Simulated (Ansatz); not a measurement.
# SbH3 (SMILES [H][Sb]([H])[H]): the energy, rung by rung

SbH3: 4 atoms, total charge 0, spin state singlet. SMILES: `[H][Sb]([H])[H]`. Geometry: a GFN2-xTB relaxation, a rough one for these elements and not checked as a minimum.

```xyz
4

Sb   -0.0054    0.0070    0.7453
H     1.3628   -0.0310   -0.2384
H    -0.6566    1.1911   -0.2614
H    -0.7008   -1.1671   -0.2455
```

Each level gives the energy change with the Sb1–H3 bond stretched from 1.685 to 2.107 Å (eV). The values are calculated.

```csv
level,kind,program,value (eV),less FCI/STO-3G,CPU time (all runs)
revPBE/STO-3G (restricted),GGA,Ansatz,0.98,-0.03,2.4 s
r2SCAN/STO-3G (restricted),meta-GGA,Ansatz,1.12,+0.11,6.1 s
B3LYP/STO-3G (restricted),global hybrid,Ansatz,1.12,+0.11,2.5 s
PBE0/STO-3G (restricted),global hybrid,Ansatz,1.15,+0.14,2.4 s
wB97M-V/STO-3G (restricted),range-separated hybrid,Ansatz,1.24,+0.23,29 s
RPA@PBE/STO-3G (restricted),RPA,Ansatz,0.98,-0.03,3.2 s
MP2/STO-3G (restricted),perturbation theory,Ansatz,1.24,+0.23,0.44 s
CCSD(T)/STO-3G (restricted),coupled cluster or CI,Ansatz,1.01,0.00,0.54 s
CCSD/STO-3G (restricted),coupled cluster or CI,Ansatz,1.01,0.00,0.54 s
FCI/STO-3G,exact in the basis,Ansatz,1.01,0.00,0.82 s
```

FCI/STO-3G is exact within its basis and frozen core, so for wave-function methods in that basis the difference is their error; functionals converge differently with the basis, so for them it is only a difference. All-electron rows without a relativistic Hamiltonian named are non-relativistic. The first shape isn't each level's own minimum. The values span 0.98 to 1.24 eV. All rows use very small basis sets, so none should be taken for the real molecule's value. In the correlated wave-function rows the outer d shell of Sb is correlated, in sets not made for it. Times are those of the runs behind each value, whatever else they computed, on shared processors of several kinds: orders of magnitude only.

Stretching one Sb–H bond lowers its σ* orbital towards the σ level, so left-right correlation in that electron pair grows. MP2 treats this only to second order and probably recovers too little of the growth, which makes the stretch too costly by 0.23 eV. CCSD treats the pair's double excitations to infinite order and matches FCI to the printed precision. Triples add nothing visible, as expected when the bond breaks essentially as a single pair and the minimal basis offers only a few antibonding orbitals.

Among the functionals, revPBE gives the smallest cost and the hybrids larger ones. This fits the role of exact exchange in a restricted determinant, which retains too much ionic character on stretching, whereas semilocal exchange partly mimics left-right correlation. Exact exchange isn't the whole explanation, however, since r2SCAN has none and equals B3LYP.

The agreement of CCSD with FCI applies to a moderately stretched bond and doesn't establish equal accuracy near full dissociation, where the σ and σ* orbitals become nearly degenerate.
